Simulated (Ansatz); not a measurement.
Hf: pressure and energy change per atom as volume scale varies

Results calculated with Ansatz 0.2.0, not measured. Plane-wave DFT, scalar-relativistic PAW made under PBE with cores redone for the functional, no dispersion; the given relaxed cell is scaled uniformly, energy at zero smearing counts from the unscaled cell, pressure at the given Fermi-Dirac smearing is positive in compression.

The cell before it is scaled or strained (space group Fd-3m, No. 227):
```
CELL_PARAMETERS angstrom
0.00000 3.11280 3.11280
3.11280 0.00000 3.11280
3.11280 3.11280 0.00000
ATOMIC_POSITIONS crystal
Hf 0.12500 0.12500 0.12500
Hf 0.87500 0.87500 0.87500
```

Settings of every row: spin polarised no; functional LDA; wave cutoff 420 eV; smearing width 0.1 eV; k mesh 10x10x10.

Atom starting moment: 0 on all atoms.

Limits: some atoms lie unusually close (a squeezed, shaken or made-up cell); no spin-orbit coupling, which can matter with elements this heavy.

```csv
row,volume scale,V (Å³/atom),pressure (GPa),energy change per atom (meV)
1,0.88,26.542,5.2,49.28
2,0.92,27.749,3.17,20.34
3,0.96,28.955,1.49,4.55
4,1.04,31.368,-1.12,5.16
5,1.08,32.574,?,?
6,1.12,33.781,-3.05,39.35
```

Question: what pressure and energy change per atom should row 5 give?

Worked fit of pressure. Take u = (V_r/V)^(2/3) − 1 with V_r = 28.955 Å³ an atom, which is twice the finite (Eulerian) strain; such expansions in the strain, on which the Birch-Murnaghan equation of state is built, carry the rest volume and the bulk modulus. The shown rows have u = 0.05973, 0.02877, 0, -0.05196, -0.09767. Least squares give pressure = 1.499 + 55.94 × u + 96.9 × u² GPa; a straight line predicts inner rows, each left out in turn, worse (root mean square 0.27 against 0.033 GPa). The rows lie off it by 0.01, -0.02, -0.01, 0.03, -0.01. The pressure vanishes at u = -0.0282, or V = 30.22 Å³ an atom, and there the bulk modulus at fixed shape and fractions is B = −V dP/dV = (2/3)(1 + u) dP/du = 32.7 GPa. The withheld row has u = -0.07551, so the fit gives 1.499 + 55.94 × (-0.07551) + 96.9 × (-0.07551)² = -2.17 GPa.

The calculation gave -2.15 GPa. The fit lies 0.02 GPa (0.24 % of the column's range) below it; its largest miss of a shown row is 0.03 GPa.

Worked fit of energy change per atom. Take u = (V_r/V)^(2/3) − 1 with V_r = 28.955 Å³ an atom, which is twice the finite (Eulerian) strain; such expansions in the strain, on which the Birch-Murnaghan equation of state is built, carry the rest volume and the bulk modulus. The shown rows have u = 0.05973, 0.02877, 0, -0.05196, -0.09767. Least squares give energy change per atom = 4.251 + 336.73 × u + 7094.2 × u² meV; a straight line predicts inner rows, each left out in turn, worse (root mean square 20 against 0.97 meV). The rows lie off it by -0.39, 0.53, 0.30, -0.75, 0.31 (root mean square 0.49 meV). The withheld row has u = -0.07551, so the fit gives 4.251 + 336.73 × (-0.07551) + 7094.2 × (-0.07551)² = 19.27 meV.

The calculation gave 18.67 meV. The fit lies 0.60 meV (3.2 % of the value, 1.3 % of the column's range) above it; its largest miss of a shown row is 0.75 meV.
